Squeezing gallium nitride widens its band gap, but each further gigapascal buys less than the one before. Does this mean that the gap is approaching a ceiling, and how wide will it be at 60 GPa? The calculation uses the PBE functional and holds the crystal in its wurtzite form, first under slight tension and then under growing pressure.

Wurtzite GaN (4-atom cell), relaxed under hydrostatic pressure at zero temperature with its symmetry kept; changes are relative to the cell relaxed at zero pressure (a = 3.218 Å, c = 5.243 Å). Ansatz 0.2.0, scalar-relativistic plane-wave PAW with PBE, no spin polarisation, 420 eV cutoff, Gaussian smearing of 0.02 eV; gaps are taken on the Γ-centred 12×12×6 k mesh.

| applied pressure (GPa) | volume change (%) | a change (%) | c change (%) | band gap (eV) | gap kind |
| --- | --- | --- | --- | --- | --- |
| -3 | 1.85 | 0.61 | 0.62 | 1.588 | direct |
| 3 | -1.70 | -0.57 | -0.57 | 1.824 | direct |
| 8 | -4.14 | -1.40 | -1.40 | 1.991 | indirect |
| 15 | -7.13 | -2.44 | -2.43 | 2.200 | direct |
| 30 | -12.25 | -4.28 | -4.23 | 2.574 | direct |
| 60 | ? | ? | ? | ? | ? |

**From −3 to 3 GPa: why shorter bonds widen the gap**

Between slight tension and slight compression the gap grows by 39 meV per GPa. The standard explanation lies in the lowest conduction state, at the zone centre Γ. There the s orbitals of all gallium atoms are in phase, and those of all nitrogen atoms have the opposite sign, so every Ga–N contact is antibonding. Shorter bonds increase the overlap and push this state up, while the valence top, made mainly of nitrogen 2p orbitals, responds less. This orbital picture is theory; the table shows only the widening, which agrees with it.

The same stretch holds a first hint about the slowing. A tension of 3 GPa expands the crystal by 1.85 %, but the same pressure compresses it by only 1.70 %. The crystal becomes harder to squeeze as its atoms approach, because the repulsion between their electron shells rises steeply.

**From 3 to 15 GPa: volume is the better ruler**

Between 8 and 15 GPa the gap rises by only 30 meV per GPa. Measured against the logarithm of the volume, however, it rises almost as fast as before. The logarithm counts fractional compression: equal steps in it shorten the bonds by equal fractions. One per cent of volume compression widens the gap by about 66 meV, wherever in the known range it is applied.

This form of the result also serves when the size of the cell is known but the pressure is not: a volume change of 0.1 % shifts the gap by about 7 meV. It holds while a and c shrink nearly alike, as they do here. A layer strained by its substrate also changes its shape, and that adds a shift of its own.

The row at 8 GPa is labelled indirect, between direct neighbours. The label is a false alarm. In that run both band edges lie at Γ, the smallest direct gap on the k mesh is also 1.991 eV, and the value sits on the smooth trend. On the mesh no other conduction valley has taken over.

**From 15 to 30 GPa: the slowing is mechanical**

In this stretch the gap gains only 25 meV per GPa, more than a third less than around zero pressure. The bulk modulus $B$, the resistance to compression, has meanwhile risen from about 169 to 265 GPa (the first value is nearer 172 GPa with the pressures those two runs actually reached, −3.027 and 3.065 GPa). The two changes belong together. If $E_g$ is the gap, $P$ the pressure and $V$ the volume, then

$$\frac{dE_g}{dP}=\frac{D}{B},\qquad D=-\frac{dE_g}{d\ln V}.$$

The electronic response $D$ stays within 1 % of its first value over the known intervals. This constancy is found in the rows; the overlap picture gives the sign of $D$ but does not fix how it varies. The gap therefore slows because the crystal yields less, not because its electrons respond less to a given compression.

**From 30 to 60 GPa: the forecast**

Stiffening can be carried forward by letting the bulk modulus grow linearly with pressure, $B=B_0+B'P$. This gives Murnaghan's equation for the volume, and a constant $D$ then gives the gap. Both steps were fitted to the five known rows only; the row at 60 GPa took no part. With $V_0$ the volume at zero pressure, $B_0=172.2$ GPa and $B'=4.216$,

$$\ln\frac{V}{V_0}=-\frac{1}{B'}\ln\!\left(1+\frac{B'P}{B_0}\right)=-\frac{\ln 2.469}{4.216}=-0.214,$$

$$E_g=1.710+6.619\times0.214=3.13\ \text{eV}.$$

The forecasts for 60 GPa are:

- a volume change of −19.3 %, within ±0.5 percentage points;
- a and c each shorter by nearly 7 %, differing by less than 0.3 points;
- a gap of 3.13 eV, within ±0.08 eV, still rising but more slowly per GPa;
- a direct gap.

The ranges are judgements that allow for doubling the pressure and for a change of up to a tenth in $D$ between 30 and 60 GPa. They do not cover a change of valley. Away from Γ the orbital phases differ from cell to cell, so the s orbitals no longer clash at every contact, and compression usually raises such states less. In gallium arsenide another valley does become the lowest under modest pressure, and the gap turns indirect. If that happened here, the gap would fall below the forecast line.

A parabola in pressure, fitted to the same five rows, gives only about 2.9 eV. It takes the slowing as a bend towards a maximum. The stiffening model has no maximum, because a stiffer crystal still shrinks.

The withheld rows as computed:

| applied pressure (GPa) | volume change (%) | a change (%) | c change (%) | band gap (eV) | gap kind |
| --- | --- | --- | --- | --- | --- |
| 60 | -19.50 | -7.04 | -6.85 | 3.131 | direct |

**What the last row decides**

The gap comes out at 3.13 eV, as forecast, and the parabola falls short by 0.22 eV. The slowing was no sign of a nearby ceiling. Per GPa the gap now gains about 19 meV, less than in any earlier stretch, while the crystal has become stiffer still.

The close agreement hides two small errors that oppose each other. The crystal shrinks by 19.5 %, 0.2 points more than forecast though well within the range, and this extra compression alone would widen the gap slightly. But the slope against the logarithm of the volume has fallen by about 2 % from the preceding stretch, which takes the gain back. With the computed volume put in, the gap line lies about 0.015 eV too high, and this is the fairer measure of the second step. Part of that miss may come from shape rather than volume, since c now shrinks a little less than a; these rows cannot separate the two.

The cell edges shorten by 7.04 % for a and 6.85 % for c. So a goes very slightly past the forecast "nearly 7 %", while the difference of 0.19 points stays below the forecast limit of 0.3. The gap is direct, as forecast. The run confirms this apart from the label: on the k mesh both band edges lie at Γ.

Two limits matter when these numbers are used. PBE makes the gap of GaN much too small: the line and the zero-pressure run both give 1.71 eV, where experiment finds roughly 3.4 eV. Much of that error is expected to be common to all the rows, so the change with compression deserves more trust than the gap itself, but not full trust: PBE is expected to make both the bulk modulus and $D$ somewhat too small, and the two errors partly cancel in the slope per GPa. Real GaN also turns into the rocksalt structure at very roughly 40 to 50 GPa, which a calculation that keeps the wurtzite symmetry cannot show. The last row thus describes compressed wurtzite, not necessarily the crystal found at that pressure. The fits and the interval slopes are in the output below.

The analysis program printed:

```
fit of lnv on 5 rows: coefficient of log(1 + s*applied_pressure) -0.2372 +/- 0.00042, s 0.02448; rms 0.000219, worst 3 0.000339, leave-one-out rms 0.000774
  rows outside the fit (model, value, miss): 60 -0.2143, -0.2169, 0.00258
Murnaghan bulk modulus at zero pressure (GPa): 172.2
Murnaghan pressure derivative of the bulk modulus: 4.216
forecast volume change at 60 GPa, Murnaghan (%): -19.29
forecast change of each cell edge at 60 GPa if isotropic (%): -6.895
fit of applied_pressure on 5 rows: coefficient of g 515.8 +/- 2.4, coefficient of f*g 318.7 +/- 58; rms 0.0331, worst 3 0.0616, leave-one-out rms 0.129
  rows outside the fit (model, value, miss): 60 60.37, 60, 0.367
forecast volume change at 60 GPa, Birch-Murnaghan (%): -19.42
Murnaghan forecast less computed volume change at 60 GPa (percentage points): 0.2082
fit of band_gap on 5 rows: constant 1.71 +/- 0.0013, coefficient of eos -6.619 +/- 0.019; rms 0.00166, worst 3 -0.00289, leave-one-out rms 0.00287
  rows outside the fit (model, value, miss): 60 3.129, 3.131, -0.00242
gap widening for 1 % of volume compression (meV): 66.19
fit of band_gap on 5 rows: constant 1.707 +/- 0.0044, coefficient of applied_pressure 0.03757 +/- 0.00079, coefficient of applied_pressure**2 -0.0002907 +/- 2.7e-05; rms 0.00433, worst 3 -0.00656, leave-one-out rms 0.0323
  rows outside the fit (model, value, miss): 60 2.915, 3.131, -0.216
gap line at the computed volume less computed gap at 60 GPa (eV): 0.01467
Interval from the row above to this row, and c change less a change:
  row  gap slope meV/GPa  gap slope per ln V eV  bulk modulus GPa  c less a points
   -3                n/a                    n/a               n/a             0.01
    3              39.33                 -6.652             169.1                0
    8               33.4                 -6.644             198.9                0
   15              29.86                 -6.596             220.9             0.01
   30              24.93                 -6.595             264.5             0.05
   60              18.57                 -6.459             347.9             0.19
```
